An engineer wants the energy, pressure and forces of the intermetallic compound Al3Cu2 from a plane-wave calculation, and must choose how fine the basis should be. The wave cutoff is the highest kinetic energy of the plane waves from which the orbitals are built. The atoms stay fixed in every row, and the three error columns compare each run with one at 850 eV. The potentials are the PAW set soft_2.

Al3Cu2 (P-3m1) at fixed geometry in Ansatz 0.2.0: scalar-relativistic r2SCAN, PAW set soft_2, no spin polarization, 12x12x8 k mesh, Gaussian smearing of 0.1 eV, density cutoff four times the wave cutoff. The reference is the run at 850 eV. Energies are taken at zero smearing; pressures are positive in compression and corrected for the finite cutoff.

```tsv
wave cutoff	energy less reference (meV per atom)	pressure less reference (GPa)	largest force change (eV/Å)	pressure (GPa)
150 eV	36217.0	26.115	0.195	26.613
200 eV	6459.4	1.504	0.345	2.002
250 eV	1076.8	1.700	0.135	2.198
300 eV	128.0	0.686	0.032	1.184
350 eV	10.5	0.090	0.005	0.588
380 eV	3.8	-0.007	0.001	0.491
460 eV	1.2	-0.001	0.000	0.497
500 eV	0.7	0.000	0.000	0.498
520 eV	0.5	0.000	0.000	0.498
600 eV	0.3	0.002	0.000	0.500
700 eV	0.2	-0.001	0.000	0.497
```

### Question 1. On which side of the reference does the energy lie, and why?

*Model answer.* It lies above the reference in every row, and it falls at every step to a higher cutoff. The orbitals adjust themselves to make the energy as low as they can with the waves they are given. A higher cutoff keeps all the old waves and adds new ones, so the best energy can only go down. This is the variational principle.

*Remark.* The principle holds strictly when only the orbital basis grows. Here the cutoff for the electron density grows with it, always at four times the wave cutoff. The steady fall is therefore something the table shows, with the variational principle as its main reason.

### Question 2. Why does the energy error fall so steeply up to 350 eV?

*Model answer.* Between 150 and 350 eV the error shrinks by a factor of more than three thousand, although the cutoff only slightly more than doubles. The plane waves have to describe only smoothed orbitals, because the PAW method treats the sharp structure at the nuclei separately. How quickly a smooth orbital runs out of high-energy waves can be seen in a simpler system: one particle in the ground state of a harmonic well. Its wave function is a Gaussian, and the probability of finding a plane wave of kinetic energy $T$ in it falls as $e^{-2T/\hbar\omega}$, where $\omega$ is the frequency of the well. Cutting off the waves above $E_c$ removes only this tail, and the energy lost is roughly the weight of the tail times its kinetic energy.

The error $\Delta E$ should then follow

$$\Delta E \approx A\,e^{-E_c/s},$$

with a constant $A$ and a decay energy $s$ that is larger for a more compact orbital. A straight line through the logarithm of the error, fitted by least squares to the five rows up to 350 eV, gives a tenfold fall for about every 57 eV. Its typical miss is about a quarter of the error itself.

*Remark.* The misses have a pattern. Between neighbouring rows, the step needed for a tenfold fall shrinks from 67 eV at the start to 46 eV at the end of this range, so the true curve bends down more than the line. The Gaussian makes a fast fall plausible, but it doesn't give the exact shape.

### Question 3. May the engineer continue this line to higher cutoffs?

*Model answer.* No. Continued to 460 eV, which was not part of the fit, the line promises an error of about 0.2 meV per atom, but the table has 1.2. At 600 eV the true error is some five hundred times the promised one. The fast fall has given way to a slow tail, in which each further gain costs many more plane waves.

*Remark.* This is where the analogy ends, because the particle in the well has one perfectly smooth orbital. The orbitals of a real calculation may keep some sharper parts near the nuclei, and these need many waves of very high energy, each with a small weight. The coarser density grid may also contribute. As both cutoffs were raised together, the table can't tell the two apart; a series with the density cutoff held fixed would.

### Question 4. What would probably change if the copper were replaced by aluminium?

*Model answer.* The steep part of the curve should end at a lower cutoff. The calculation treats 19 electrons on each copper atom, among them the compact 3s, 3p and 3d shells, but only the three outer electrons on each aluminium atom. A tightly bound shell corresponds to a narrow well: its wave function varies over a short distance, and short distances need waves of high kinetic energy. The same reasoning lets one guess the trend for other elements: look for the most compact shell that is treated explicitly, since it sets the cutoff for the whole cell.

*Remark.* This answer is argued from well-known physics. The table has no row without copper that could test it. The choice of potential matters too, since a softer potential smooths the orbitals near the nucleus and lowers the cutoff they need.

### Question 5. The energy error falls at every step. Why don't the errors of pressure and force?

*Model answer.* Pressure and force are slopes of the energy: one tells how it changes with volume, the other how it changes when an atom moves. The variational principle fixes the sign of the energy error but not the sign of its slope. A slope error may therefore grow for a while or pass through zero, even as the energy error shrinks. The pressure error does both: it is larger at 250 eV than at 200 eV, and it changes sign between 350 and 380 eV.

The force column hides its changes of sign, because it gives only the size of the largest change. With the sign kept, the force along the long axis on one of the two copper atoms is too high by 0.34 eV/Å at 200 eV and too low by 0.14 eV/Å at 250 eV. On the other copper atom the signs are reversed, by symmetry.

*Remark.* A single small error in a slope is no proof of convergence, since the curve may just be crossing zero. The pressure at 380 eV is already within 0.01 GPa of the reference, but what makes this believable is that all higher cutoffs agree with it.

### Question 6. At 300 eV the energy is wrong by 128 meV per atom. Is it useless for comparing two nearby volumes?

*Model answer.* Much less so than the number suggests, because most of the error is the same at both volumes. The pressure error shows how much is not. The printed pressure is corrected for the finite cutoff; if this makes it the slope of the energy at constant cutoff, then

$$\delta(\Delta E) \approx -\Delta P\,\delta V,$$

where $\Delta P$ is the pressure error and $\delta V$ the change in volume per atom. For an expansion by 1%, $\delta V$ is 0.145 Å³, a hundredth of the 14.48 Å³ per atom. Multiplied by 0.686 GPa this gives 0.099 GPa Å³, and as 1 GPa Å³ is 6.2 meV, the error falls by about 0.6 meV per atom.

That is only half a percent of the error itself. The likely reason is that most of the missing energy belongs to compact shells close to the nuclei, which hardly notice a slight expansion of the crystal. Such an error is nearly a constant for each atom, and it cancels when two energies at the same cutoff are subtracted.

*Remark.* A small share of a large error can still spoil the result. The pressure error at 300 eV is larger than the whole reference pressure of 0.498 GPa. The leftover 0.6 meV per atom is therefore more than the energy that the reference pressure would release in this expansion even if it didn't drop on the way, and a search for the best volume at 300 eV would probably end at too large a cell. The estimate also holds only for small changes of volume. How well the error cancels between Al3Cu2 and a different structure was not computed.

### Question 7. What would happen to the pressure if the correction for the finite cutoff were left out?

*Model answer.* It would come out too low, and at small cutoffs badly so. Without the correction, the pressure describes a cell that expands with a fixed number of plane waves. The waves stretch with the cell, so their highest kinetic energy drops as $V^{-2/3}$, where $V$ is the volume per atom. The basis becomes poorer during the expansion and the energy rises for a purely numerical reason, which looks like a force pulling the cell together. The false contribution is

$$P_{\text{false}} \approx \frac{2}{3}\,\frac{E_c}{V}\,\frac{d\,\Delta E}{dE_c},$$

which is negative, because the energy error falls as the cutoff rises.

With the slope taken from neighbouring rows, this amounts to some tens of GPa between 250 and 300 eV, and to some hundredths of a GPa between 460 and 500 eV.

*Remark.* These are only orders of magnitude, since at low cutoffs the slope changes greatly from one row to the next. The uncorrected pressures, which would test them, are not available. The estimates still explain a puzzling result: a cell relaxed at a low cutoff without this correction shrinks too far, even when its energy differences look reasonable.

### Question 8. Which digits can be trusted, and which cutoff should the engineer take?

*Model answer.* From 460 eV upwards, the pressures agree within 0.003 GPa and scatter without a trend. They can be quoted as 0.50 GPa, and the third decimal has no meaning. The forces no longer change in the printed digits. The energy is the slowest of the three: it first comes within 1 meV per atom of the reference at 500 eV, and it is still falling slowly at 700 eV. The reference run must itself have a small error left, which the table can't show.

*Remark.* The pressure of 0.50 GPa that remains is not a cutoff error. It belongs to the chosen cell, which is slightly compressed for this functional and these settings. A finer basis won't remove it, but a relaxation of the cell would. Nor does a converged cutoff test the functional or the sampling of electron states, which were the same in all runs.

For this cell and these potentials, 500 eV is a sensible choice: it serves all three quantities, whereas every run up to 460 eV was below the program's recommended cutoff. When two structures are to be compared, both should be computed at the same cutoff and then again at a higher one. What must stop changing is the difference between them, not each energy by itself.
